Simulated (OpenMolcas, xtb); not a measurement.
**A ladder of methods for BH2F (SMILES BF)**

BH2F: 4 atoms, total charge 0, spin state singlet. As SMILES, `BF`. The shape is that of a PBE0-D4/def2-TZVP optimisation.

Quantity: the HOMO–LUMO gap, in eV. The values are calculated.

| level | kind | program | value (eV) | CPU time |
| --- | --- | --- | --- | --- |
| GFN1-xTB | semi-empirical | xtb | 5.23 | under 2 s |
| HF/cc-pVTZ | Hartree–Fock | OpenMolcas | 15.63 | 4.2 s |
| SVWN5/cc-pVTZ | LDA | OpenMolcas | 5.27 | 7.9 s |
| BLYP/cc-pVTZ | GGA | OpenMolcas | 5.62 | 11 s |
| TPSS/cc-pVTZ | meta-GGA | OpenMolcas | 6.06 | 17 s |
| B3LYP/cc-pVTZ | global hybrid | OpenMolcas | 7.72 | 10 s |
| B2PLYP/cc-pVTZ | double hybrid | OpenMolcas | 11.08 | 8.1 s |

The values span 5.23 to 15.63 eV. Orbital gaps aren't excitation energies, and those of double hybrids come from the SCF part alone; they tend to grow with the share of exact exchange. CPU times are rough (shared hosts, several kinds of processor): they show what a rung costs within a factor of a few.

The gap of BH2F depends far more on the treatment of exchange than on the choice among semilocal functionals: SVWN5, BLYP and TPSS stay between 5.27 and 6.06 eV, while B3LYP gives 7.72 eV and Hartree–Fock 15.63 eV. The probable reason is that a semilocal potential acts alike on filled and empty orbitals, whereas nonlocal exchange lowers only the filled ones substantially.

Chemically, the lowest valence acceptor level of such a borane is the formally empty out-of-plane boron p orbital. Fluorine π donation pushes it up, while the electronegative fluorine withdraws σ density and pulls it down. The filled frontier level probably combines B–H bonding with in-plane fluorine lone-pair character.

The near match of GFN1-xTB and SVWN5 doesn't show that they place the two frontier levels alike, since a difference can agree while both levels shift. Nor does the spread identify the best estimate of the fundamental gap, which would need the ionisation energy and electron affinity.
